**Q.** I need the band gap and the stiffness of PbS, and these ten calculations all start from one crystal. How far apart do they land, and does the dearer one win?

Bulk PbS by tight-binding, semi-empirical and density-functional methods, without spin polarization or spin-orbit coupling. Gaps are for one 8-atom cell relaxed with r2SCAN+rVV10, using 1×2×2 clusters in the 32-atom rows and, in the others, k meshes of 2×2×2 for coarse PBE, 3×5×5 for SZV and DZVP, 4×6×4 for full PBE and r2SCAN, and 2×4×4 for GLLB-SC. Volumes come from each method's own relaxation or energy curve, and bulk moduli are at fixed cell shape.

| name | kind | band gap (eV) | volume per atom (Å³) | bulk modulus (GPa) | atoms computed | rough processor time, order of size (s) |
| --- | --- | --- | --- | --- | --- | --- |
| GFN1-xTB tblite | tight binding | 0.029 | n/a | n/a | 32 | 1 |
| GFN2-xTB tblite | tight binding | 0.769 | 25.876 | 46.70 | 32 | 2 |
| PM7 | semi-empirical | 7.045 | n/a | n/a | 32 | 3 |
| PM6 | semi-empirical | 3.096 | n/a | n/a | 32 | 4 |
| PBE coarse-settings | low cutoff and mesh | 0.357 | n/a | n/a | 8 | 4 |
| PBE SZV | small basis | 0.311 | 24.867 | 81.40 | 8 | 8 |
| PBE DZVP | small basis | 0.379 | 27.084 | 53.00 | 8 | 20 |
| PBE | semilocal | 0.378 | n/a | n/a | 8 | 20 |
| r2SCAN | semilocal | 0.633 | n/a | n/a | 8 | 60 |
| GLLB-SC | model potential | 1.064 | n/a | n/a | 8 | 100 |

**A.** The largest band gap is 243 times the smallest, while the rough processor time spans a factor of 100. Going down the table, the gap rises five times, falls three times and once stays within rounding. The times only size classes of methods, and the first four rows compute 32 atoms where the others compute 8. The cell of these runs was relaxed with r2SCAN+rVV10 and is rock salt with a 0.3 % stretch of one axis. All gaps refer to this one cell, so their spread comes from the methods and their settings, k mesh included.

**Q.** Why is this gap so sensitive?

**A.** It is a narrow leftover between broad bands. Pb²⁺ keeps its 6s pair, and at the L point of the rock-salt zone this pair mixes with S 3p and pushes an antibonding state to the top of the valence band. The bottom of the conduction band lies at the same point and is mainly Pb 6p. This is standard band theory for PbS, and the coarse PBE run fits it: its gap is direct at T, onto which two of the four L points fold in this cell. A shift of a few tenths of an eV between the lead and sulfur levels matters little in a wide-gap salt, but here it closes the gap or doubles it.

**Q.** Could some runs simply have skipped that point?

**A.** The 1×2×2 clusters and the 2×2×2 mesh contain the folded L points exactly, so the tight-binding and semi-empirical rows do see L, though the outputs do not say whether each of these methods has its band edges there. The 4×6×4 mesh of full PBE and r2SCAN and the 2×4×4 mesh of GLLB-SC contain them too, and the band edges there lie at Z and T, the two points onto which L folds. The doubt is left to SZV and DZVP: a Γ-centred 3×5×5 mesh alone would pass L at 0.106 Å⁻¹ and read too wide a gap. DZVP agrees with full PBE to 0.001 eV, which suggests that its gap was read at L all the same, perhaps from a separate band calculation. For SZV I have no such check.

**Q.** Then what does the extra cost buy among the density-functional rows?

**A.** Within PBE it buys numerical convergence, which moves this gap little. The four PBE gaps span 0.068 eV, with the minimal SZV basis at the low end; the other three lie within 0.022 eV, and DZVP differs from full PBE by only 0.001 eV. A minimal basis can put the empty bands and the gap far off, so the nearness of SZV to the rest may be luck. Changing the functional moves the gap far more: 0.255 eV from PBE to r2SCAN and another 0.431 eV to GLLB-SC. Theory leads one to expect this order. The true gap includes a jump in the potential when one electron is added; PBE leaves it out, r2SCAN recovers part through its dependence on the orbitals, and GLLB-SC is built to model it.

**Q.** I recall roughly 0.4 eV at room temperature. That makes PBE the best.

**A.** That rough value agrees with PBE's 0.378 eV because two errors largely cancel: PBE by itself makes gaps too small, and the missing spin-orbit coupling makes this one too wide. None of these rows includes spin-orbit coupling, which in lead lowers the 6p conduction edge and is known to shrink the gap by several tenths of an eV. With it PBE would fall below the measured size, and r2SCAN and GLLB-SC would come down as well. Warming also widens the gap of PbS, unlike that of most semiconductors, and the rows hold no temperature. They therefore give an order of the functionals by size of gap and leave their accuracy unranked.

**Q.** And the four cheap rows, from 0.029 to 7.045 eV?

**A.** PM6 and PM7 report a Hartree-Fock orbital gap: unscreened exchange lowers the filled levels far more than the empty ones, and the crystal is not allowed to polarize around an added electron or hole. In a solid as polarizable as PbS that is known to give gaps far too wide, here 2.9 and 6.6 times GLLB-SC. The xTB methods take their levels from fits to molecules, and a gap as narrow as this one falls wherever those fits put it. GFN1 stands apart from the rest. Its gap is less than 1.5 times the smearing width, so a Fermi function centred in the gap puts an occupation near 0.33 on the conduction edge, and the row is best read as a nearly closed gap.

Within each family the gap rises with the charge on lead, from 0.44 to 0.68 e between GFN1 and GFN2 and from 0.86 to 1.55 e between PM6 and PM7. A more ionic crystal separates cation and anion levels further, which may be why PM7 is over twice PM6. That link is a guess: each family has only two rows, and the charge may follow from the level separation as much as cause it.

**Q.** I also asked about stiffness. Are the three rows with a volume and a modulus consistent?

**A.** A method that puts the given cell under pressure P will move to its own volume V₀, and the bulk modulus B sets how far. From B = −V dP/dV with B constant, P = −B ln(V/V₀), so V₀ = V exp(P/B), with no adjustable constant. For GFN2 the run gives P = −0.70 GPa, a tension:

V₀ = 26.24 × exp(−0.70/46.7) = 25.85 Å³ per atom.

This is 0.10 % below the tabulated 25.876 Å³, which checks one method against itself and not its accuracy. The −0.70 GPa is a mean of uneven stresses, two of +1.07 and one of −4.24 GPa, which in a nearly cubic crystal probably come from the unequal sides of the cluster. Across runs the estimate does worse. The DZVP volume and modulus imply +1.68 GPa on the cell, while coarse PBE gives +3.60 GPa. Both say that PBE expands the cell, as usual for PBE against a functional with added dispersion. The coarse run has three unequal stresses in a nearly cubic crystal, and its mesh is unevenly dense along the three axes, so I suspect the mesh for the misfit, untested. Its low cutoff is a less likely cause, since that usually makes the reported pressure too low. Grid noise, which pressures in these runs are known to carry, may also contribute, and its size here is not known. The arithmetic is in the output below.

**Q.** Why is SZV so stiff, and GFN2 soft although it is also small?

**A.** Most solids stiffen when squeezed, and for one energy curve −d ln B/d ln V is roughly 4 to 5. SZV lies 8.2 % below DZVP in volume and 54 % above it in modulus, which gives 5.0, so the contraction can account for most of the stiffening. The contraction is an effect of the basis. One possible cause, not tested here, is that atoms short of functions borrow their neighbours' and gain falsely by closing in.

GFN2 is 4.5 % smaller than DZVP yet 12 % softer. The squeeze rule holds along one energy curve. SZV and DZVP share the PBE functional, and if the small basis acts mainly like an added outside pressure, SZV sits near a squeezed point of the DZVP curve. GFN2 has its own fitted repulsion and so its own curvature. Its pressures for solids can be far off, so its modulus is only a rough size.

Output of the analysis:

```
cell: 26.24 A^3/atom, c/(sqrt2 b) = 1.003, a/2b = 1.000
row: gap eV | minus PBE eV | ratio to PBE | rough cost s (gap rounding step 0.001 eV)
  GFN1-xTB tblite: 0.029 | -0.349 | 0.08 | 1
  GFN2-xTB tblite: 0.769 | +0.391 | 2.03 | 2
  PM7: 7.045 | +6.667 | 18.64 | 3
  PM6: 3.096 | +2.718 | 8.19 | 4
  PBE coarse-settings: 0.357 | -0.021 | 0.94 | 4
  PBE SZV: 0.311 | -0.067 | 0.82 | 8
  PBE DZVP: 0.379 | +0.001 | 1.00 | 20
  PBE: 0.378 | +0.000 | 1.00 | 20
  r2SCAN: 0.633 | +0.255 | 1.67 | 60
  GLLB-SC: 1.064 | +0.686 | 2.81 | 100
largest/smallest gap 243; cost span factor 100
gap steps down the table: 5 up, 3 down, 1 within rounding
spread of the 4 PBE gaps 0.068 eV
steps: r2SCAN-PBE 0.255 eV, GLLB-SC-r2SCAN 0.431 eV
PM6/GLLB-SC 2.9, PM7/GLLB-SC 6.6, PM7/PM6 2.28
GFN1-xTB tblite to GFN2-xTB tblite: Pb charge 0.44 to 0.68 e, gap +0.740 eV, 3.0 eV/e
PM6 to PM7: Pb charge 0.86 to 1.55 e, gap +3.949 eV, 5.7 eV/e
GFN1-xTB tblite: gap/smearing 1.4, Fermi occupation half a gap above mid-gap 0.3263
PBE coarse-settings: gap/smearing 17.8, Fermi occupation half a gap above mid-gap 0.0001
four L points fold onto: (0.0, 0.0, 0.5), (0.0, 0.0, 0.5), (0.0, 0.5, 0.5), (0.0, 0.5, 0.5)
Gamma-centred 1x2x2: nearest point to a folded L 0.000 1/A
Gamma-centred 2x2x2: nearest point to a folded L 0.000 1/A
Gamma-centred 3x5x5: nearest point to a folded L 0.106 1/A
GFN1-xTB tblite: box 8.4, 8.4, 11.9 A; stress -4.47, -4.46, -10.20; mean -6.38, spread 5.7 GPa
GFN2-xTB tblite: box 8.4, 8.4, 11.9 A; stress 1.07, 1.07, -4.24; mean -0.70, spread 5.3 GPa
PBE coarse-settings: box 16.8, 8.4, 11.9 A; stress 1.48, 3.67, 5.65; mean +3.60, spread 4.2 GPa
GFN2-xTB tblite: V 25.876 A^3 (-1.4 % vs cell), B 46.7 GPa, B/B(DZVP) 0.88
PBE SZV: V 24.867 A^3 (-5.2 % vs cell), B 81.4 GPa, B/B(DZVP) 1.54
PBE DZVP: V 27.084 A^3 (+3.2 % vs cell), B 53.0 GPa, B/B(DZVP) 1.00
GFN2 V exp(P/B) = 25.849 A^3 against 25.876, error -0.10 %
DZVP pressure implied on the cell +1.68 GPa; coarse PBE +3.60 GPa, ratio 2.1
SZV vs DZVP: volume -8.2 %, modulus +54 %, -dlnB/dlnV 5.0
GFN2 vs DZVP: volume -4.5 %, modulus -12 %, -dlnB/dlnV -2.8
SZV vs DZVP gap -0.068 eV (-18 %)
```
